**Q:** I have six functions for SnSe₂, and every row shows the same spread and the same on-site energy. Did the calculation find the same orbital six times?

Six maximally localised Wannier functions of bulk SnSe₂, built from Se 4p trial orbitals (Ansatz 0.2.0, r2SCAN, plane waves with PAW, cutoff 500 eV, 6×6×4 k mesh, no spin–orbit coupling). On-site energies are measured from the valence top; x, y and z are the Cartesian coordinates of the function centres, with Sn at the origin.

| row | function spread (angstrom^2) | function on site (eV) | function x (Å) | function y (Å) | function z (Å) |
| --- | --- | --- | --- | --- | --- |
| 1 | 2.76700 | -2.76700 | -0.280 | 2.370 | 1.277 |
| 2 | 2.76700 | -2.76700 | 0.280 | 2.370 | 1.277 |
| 3 | 2.76700 | -2.76700 | 0.000 | 1.885 | 1.277 |
| 4 | 2.76700 | -2.76700 | 2.193 | 0.943 | 4.950 |
| 5 | 2.76700 | -2.76700 | 1.632 | 0.943 | 4.950 |
| 6 | 2.76700 | -2.76700 | 1.913 | 1.428 | 4.950 |

**A:** It found one kind of orbital in six places. The function spread is the mean square distance of an electron from the centre of its function, and the function on site is the mean energy of an electron in it, measured from the valence top. The last three columns give the centre, and only they differ.

Follow rows 3 and 6. The threefold axis through a Se atom turns row 3 into rows 1 and 2, and inversion through a Sn atom turns row 3 into row 6. Functions that the crystal maps onto each other must agree in size and energy. The equal values therefore compare no two different bonds, and whatever the table has to teach about bonding is in the centres.

**Q:** The calculation started from Se 4p orbitals. Are these functions still p orbitals on selenium?

**A:** Not pure ones. A p orbital has two lobes of equal weight on opposite sides of the nucleus, so its centre is the nucleus itself. Row 3 belongs to the Se atom at $y=2.21$ Å, $z=1.58$ Å, but its centre lies at $y=1.885$ Å, $z=1.277$ Å.

The shift has two parts, both of about 0.3 Å and both directed towards the Sn atom at the origin:

$$\sqrt{(1.885-2.21)^2+(1.277-1.58)^2}\approx 0.44\ \text{Å}.$$

Row 6 is shifted equally far from the other Se atom in the opposite direction, towards a Sn atom in the next layer of the stack. In all six rows the centre is nearer to the Sn that it faces, at 2.28 Å, than to the other Sn neighbours of the same Se, at 2.71 Å. There are six Sn–Se bonds in the cell and six functions, one for each bond.

**Q:** So are the bonds covalent or ionic?

**A:** Take the two limits. In a purely ionic crystal both electrons of the function would stay in a Se p orbital, and the centre would sit on Se. In an evenly shared bond it would sit halfway to Sn. Here it sits at 0.16 of the bond length, a good deal nearer to the ionic end, but clearly off the nucleus.

The likely cause of the shift is admixture from Sn. Write the function as a Se p orbital plus a smaller part on Sn. On the side facing Sn the two parts add, on the far side there is little to add, and the balance of charge moves towards Sn. The natural partners are the Sn 5s and 5p orbitals, though the results contain no Sn weights that would confirm it. Nor is 0.16 itself such a weight, because charge in the overlap region and a distortion of the Se orbital also move the centre.

The same reasoning tells you which way a neighbouring compound should go. Sulfur holds its valence electrons more tightly than selenium and has smaller orbitals. In SnS₂ I would therefore look for a more compact function with its centre closer to the anion, but that is general chemistry and not a result of this table.

**Q:** Why does each Se carry three slanted functions, and not the set $p_x$, $p_y$, $p_z$?

**A:** Because the total spread is least when the centres are far apart. Mixing the three functions on one Se among themselves leaves the sum of their mean square distances from a fixed origin unchanged. The spread is that sum less the squared distances of the centres from the same origin. Making the spread small thus means pushing the centres outwards.

In the ionic limit this rule has no grip. All centres would lie on the nucleus however the three p orbitals were rotated, and every choice would be equally good. Once there is admixture from Sn, the choice matters. A function along the stacking direction touches three Sn atoms equally, so its centre gets no sideways shift, whereas a function aimed at one Sn gets the full shift.

The geometry makes this easy. Neighbouring bonds at a Se atom enclose an angle of 89.6°, and three p orbitals are at right angles to each other. Each can face its own Sn with hardly any help from the Se 4s orbital.

**Q:** Se with three bonds should have a lone pair. Where is it?

**A:** Mostly below the bands that were modelled. The crystal has 23 filled bands. The usual order of the shells assigns 5 to Sn 4d, 10 to Se 3d and 2 to Se 4s, which leaves the six bands described here. Three functions with two electrons each give a Se atom six electrons, and its 4s pair completes the octet. That pair is the lone pair, and it is largely s-like because the p orbitals are taken up by the bonds.

The centres fit this picture, since they draw back from the gap between the layers. Across that gap the planes of Se atoms are 3.07 Å apart, but the planes of centres are 3.67 Å apart. The gap is not empty of these electrons, however. A p-like function keeps a back lobe on the side away from its Sn, and that lobe points towards the gap.

One detail remains open. The centres lie about 7° off the bond lines, leaning towards the plane of the Sn atoms. Mixing with Se 4s is not expected to explain it, because that would move each centre almost along its bond. Small tails on the other two Sn neighbours would pull the centre the right way, but without the weights on those atoms that is a guess.

**Q:** Can I use −2.767 eV as the energy of the Se 4p level, for instance to compare with another selenide?

**A:** No, and a limiting case shows why. Imagine six filled p bands with all interactions between the orbitals switched off, so that the bands are flat and coincide. The valence top then lies at the level itself, and the on-site energy measured from it is zero, whatever the element. In the real crystal the bands spread out, and the on-site energy is their average over the Brillouin zone. The value says that this average lies nearly 2.8 eV below the highest filled state. It measures how far interactions have spread the bands, not how deep an atomic level lies.

Equal on-site energies do not mean equal p levels either. Call the common on-site energy $\varepsilon$ and the coupling between two functions on the same Se $t$. With the three functions given matching signs, their even sum, which is the p orbital along the stacking direction, has the energy $\varepsilon+2t$. The two combinations in the plane have $\varepsilon-t$. The p levels are thus split by $3t$, while all three on-site energies remain $\varepsilon$. The couplings are not among the results I have, so the size of this splitting is unknown.

**Q:** What would change if I gave the model a Sn 5s function as well?

**A:** The picture of the bond would probably change, although the crystal would not. At present the six functions must describe the filled bands alone, so any Sn character in these bands has to appear as a tail of a Se function. The Se 4p trial orbitals alone do not suffice: for the worst state they capture only 0.47 of its weight. Sn 5s is probably a large part of what is missing, but Se 4s and a changed shape of the Se 4p orbital can contribute too.

With a Sn function present and the lowest empty band included, the Sn function could carry the Sn 5s part. The Se functions should then become more like atomic p orbitals, with centres closer to Se. No such run is at hand to test this. If the argument holds, the centre of a function depends on the bands it must describe, so it should not be read as the charge of an atom. The larger model would also be the one to use for the band gap, since six functions for filled bands contain no conduction band.

**Q:** Spread and on-site energy both show the digits 2.767. Is that a copying error, and how many of the digits can I trust?

**A:** It is a coincidence. With one more digit, the spread is 2.7669 Å² and the on-site energy −2.7673 eV. One number is an area and the other an energy, and the energy depends on where you put its zero. The table uses the valence top found between the mesh points. The highest state on the mesh itself lies 0.05 eV lower, and measured from there the on-site energy is −2.716 eV, while the spread stays as it was. For comparison between materials I would keep one decimal. Spin–orbit coupling, which is left out, splits Se 4p bands by some tenths of an eV and would move the valence top too.

For the spread, the mesh is the main concern. The calculation obtains it from the overlap of states at neighbouring mesh points, a distance $b$ apart. For a Gaussian charge cloud with the mean square width $s^2$ along one direction, the squared overlap is $e^{-b^2s^2}$. The formula takes $1-e^{-b^2s^2}$ where it should have $b^2s^2$, so it falls short by a fraction of about $b^2s^2/2$.

Now put in the numbers. One third of the spread gives $s^2\approx0.92$ Å². With six mesh points in the plane and a cell edge of 3.825 Å,

$$b=\frac{2\pi}{6\times 3.825\times\sqrt{3}/2}\approx0.32\ \text{Å}^{-1},\qquad \frac{b^2s^2}{2}\approx0.05.$$

The printed spread may therefore be too small by some per cent of its value. A bond function is not a Gaussian, so this gives the order of magnitude only, and a run on a denser mesh would be the proper test. As a property of the crystal, the spread is better quoted as roughly 3 Å² than with three decimals.

More effort in the localisation would gain little. About 96 % of the total spread is fixed by the choice of bands and mesh, and no mixing of the functions can remove it. What survives all these doubts is the pattern of the centres: each function leans from its Se towards one particular Sn, by far more than the last digits of the coordinates.
